## Reading a CH₂ radical from its EPR parameters

Three sizes, as B3LYP gives them without vibrational averaging, are worth remembering for a planar CH₂ radical centre. Per unit of spin on the carbon, the ¹³C dipolar coupling is about 150 MHz, the isotropic ¹³C coupling about 80 MHz, and the isotropic coupling of a hydrogen on that carbon about −60 MHz. The principal g shifts of the radicals below range in size from somewhat over a hundred to over a thousand ppm and reflect the whole molecule. The two kinds of quantity are therefore separate clues to what a CH₂ group is bonded to.

The gas-phase B3LYP results below belong to six radicals. Which row belongs to which carrier, and how sure can each match be? The spin ρ is the Mulliken excess of α over β electrons on the marked carbon, A iso is the orientation-averaged hyperfine coupling, and the largest dipolar part is the largest principal value of the anisotropic remainder. The g shifts are the mean, the algebraically largest and the lowest principal values. ⟨S²⟩, listed only in the labelled table, is 0.75 for a pure doublet.

PySCF 2.14.0, unrestricted B3LYP/pcH-1 (def2-TZVP-core on Ge) with density fitting, for gas-phase doublet CH₂ radicals at GFN2-xTB geometries. In the carrier SMILES, * marks the bond to the CH₂ carbon, the marked atom. The g shifts (GIAO, mean-field spin-orbit) are from the free-electron value, spins are Mulliken populations, and A iso of H is the mean over both CH₂ hydrogens. Candidates: *C(=C)OC=O, *c1ccc(B(O)O)o1, *C(C)(C)C(C)C, *C#CC, *C#CCCC, *c1ccc(C#C)o1.

| row | bond to the carrier (Å) | isotropic g shift (ppm) | largest g shift (ppm) | lowest g shift (ppm) | spin on the marked atom (e) | A iso, marked atom (MHz) | largest dipolar part (MHz) | A iso, H on it (MHz) |
| --- | --- | --- | --- | --- | --- | --- | --- | --- |
| A | 1.481 | 236 | 488 | -152 | 1.08 | 90.8 | 163.2 | -63.5 |
| B | 1.352 | 445 | 883 | -129 | 0.79 | 62.5 | 118.8 | -52.0 |
| C | 1.353 | 446 | 899 | -133 | 0.79 | 62.9 | 119.2 | -52.3 |
| D | 1.373 | 243 | 526 | -225 | 0.69 | 56.4 | 105.9 | -42.1 |
| E | 1.362 | 585 | 1340 | -163 | 0.63 | 47.9 | 93.5 | -37.4 |
| F | 1.359 | 471 | 1100 | -159 | 0.59 | 45.2 | 88.0 | -35.2 |

### The couplings measure one thing

Every centre is planar and uses its three in-plane orbitals for bonds, so the unpaired electron occupies a carbon 2p orbital normal to the CH₂ plane. Along that orbital the dipolar coupling is P⟨r⁻³⟩⟨3cos²θ − 1⟩ρ, where P collects the magnetic moments of electron and ¹³C nucleus. For a p orbital ⟨cos²θ⟩ = 3/5, so the angular factor is 4/5. P follows from the contact relation A = (8π/3)·P·(spin density at the nucleus) with the values of row C, and ⟨r⁻³⟩ comes from a hydrogenic 2p orbital with Slater screening:

- P = (62.85 MHz / 0.05591 a₀⁻³) × 3/(8π) = 134.2 MHz a₀³
- Z = 6 − 3 × 0.35 − 2 × 0.85 = 3.25, and ⟨r⁻³⟩ = Z³/24 = 1.43 a₀⁻³
- dipolar part = (4/5) × 134.2 × 1.43 × ρ ≈ 154 ρ MHz

Nothing is fitted to these rows. For row A the estimate is 154 × 1.08 ≈ 166 MHz against the computed 163.2 MHz, and it lies at most 3.5 % above the tabulated value, in row E. So close a match is partly luck, since the orbital is crude and Mulliken spin also counts polarised σ bonds. The isotropic couplings arise by that polarisation: the p orbital has a node at carbon and hydrogens, but exchange draws like spin towards carbon and leaves opposite spin on hydrogen (the McConnell mechanism). All three hyperfine columns thus largely repeat ρ.

### Counting sites

Row A has more than one unit of spin, which means a confined electron balanced by negative spin on its neighbours. It also has the longest bond, 1.481 Å. Only the saturated alkyl carrier lacks a π system to share the electron, so A is `*C(C)(C)C(C)C`, a sure match.

Rows B and C are near twins with the shortest bonds, as expected next to an sp carbon, and only the two alkynes differ by nothing but a remote chain. They are surely the propargyl pair. Their A iso(H) is −0.44 times the dipolar part, against −0.39 to −0.40 in the other rows, a departure from one McConnell constant that these numbers leave unexplained. Within the pair, the 16 ppm difference in largest g shift exceeds the last digit, but no argument fixes its sign for single conformers without vibrational averaging. B and C stay unassigned.

Of the three oxygen-bearing candidates, the allyl radical shares its electron between two carbons, while a furan ring offers the CH₂ and two ring carbons. Row D, with ρ = 0.69, keeps more spin than E or F and has the longest bond of the three. That points to the formyloxyallyl radical, and the g shift tests it independently.

### Where the oxygen sits

The orbital part of a g shift comes from spin-orbit coupling, which mixes the singly occupied orbital with orbitals reached by rotation about an axis. It grows with the spin on an atom and that atom's spin-orbit constant, and falls with the excitation energy. Oxygen has a constant several times that of carbon and high-lying lone pairs in the plane, so spin on oxygen should raise the in-plane shifts. In the formyloxyallyl radical the oxygen hangs on the nodal central carbon, whereas a furan oxygen is also bonded to a ring carbon that shares the spin. Row D, with a largest g shift of 526 ppm, resembles the alkyl at 488 ppm, while E and F reach 1100 ppm or more. D is surely `*C(=C)OC=O`.

An ethynyl group offers a fourth carbon site, which should lower ρ, as in F. B(OH)₂ brings two more oxygens, which fits the largest g shift of E, 240 ppm above that of F. The match is likely, not sure: boron's empty p orbital could also accept spin, an ethynyl group could itself raise g through its in-plane π bond or lower excitation energies, and the bonds differ by only 0.003 Å in tight-binding geometries.

The rows with their labels:

| carrier | formula | atoms on the carrying C | bond to the carrier (Å) | torsion about that bond, heaviest neighbours (°) | isotropic g shift (ppm) | largest g shift (ppm) | lowest g shift (ppm) | <S^2> | spin on the marked atom (e) | A iso, marked atom (MHz) | largest dipolar part (MHz) | A iso, H on it (MHz) |
| --- | --- | --- | --- | --- | --- | --- | --- | --- | --- | --- | --- | --- |
| *C#CCCC | C6H9 | C | 1.352 | n/a | 445 | 883 | -129 | 0.768 | 0.79 | 62.5 | 118.8 | -52.0 |
| *C#CC | C4H5 | C | 1.353 | n/a | 446 | 899 | -133 | 0.768 | 0.79 | 62.9 | 119.2 | -52.3 |
| *C(=C)OC=O | C4H5O2 | C O | 1.373 | 1 | 243 | 526 | -225 | 0.779 | 0.69 | 56.4 | 105.9 | -42.1 |
| *c1ccc(B(O)O)o1 | C5H6BO3 | C O | 1.362 | 0 | 585 | 1340 | -163 | 0.777 | 0.63 | 47.9 | 93.5 | -37.4 |
| *c1ccc(C#C)o1 | C7H5O | C O | 1.359 | 0 | 471 | 1100 | -159 | 0.784 | 0.59 | 45.2 | 88.0 | -35.2 |
| *C(C)(C)C(C)C | C7H15 | C C C | 1.481 | 6 | 236 | 488 | -152 | 0.754 | 1.08 | 90.8 | 163.2 | -63.5 |
| *[CH2][GeH3] | C2H7Ge | Ge H H | 1.450 | 86 | -209 | 634 | -1760 | 0.754 | 1.00 | 84.4 | 151.8 | -59.7 |

The atomic spins of the same calculations bear out the count. The allyl ends both carry 0.69, the ethynyl terminus takes 0.24, and boron takes only 0.02. Total oxygen spin rises from 0.003 in D through 0.037 to 0.071 in E, the order of their largest g shifts, although the orbital gaps of F are the smaller. Three rows show an order and do not prove a cause.

Oxygen spin says nothing about the alkynes, whose largest shifts approach 900 ppm without oxygen. In `*C#CC` that axis lies along the carbon chain to within a degree. Rotation about the chain turns the p orbitals of the filled in-plane π bond upright, where they overlap with the singly occupied orbital. Mixing of these two orbitals is the likely source.

The germyl row has alkyl-like couplings, yet a lowest g shift of −1760 ppm, of which −1630 ppm is orbital. Its torsion of 86° sets the C–Ge bond nearly parallel to the radical p orbital, and germanium carries 0.10 of spin. Hyperconjugation onto a heavy atom with strong spin-orbit coupling is the likely cause. The size is less secure, because germanium has a different basis and scalar relativity is left out.
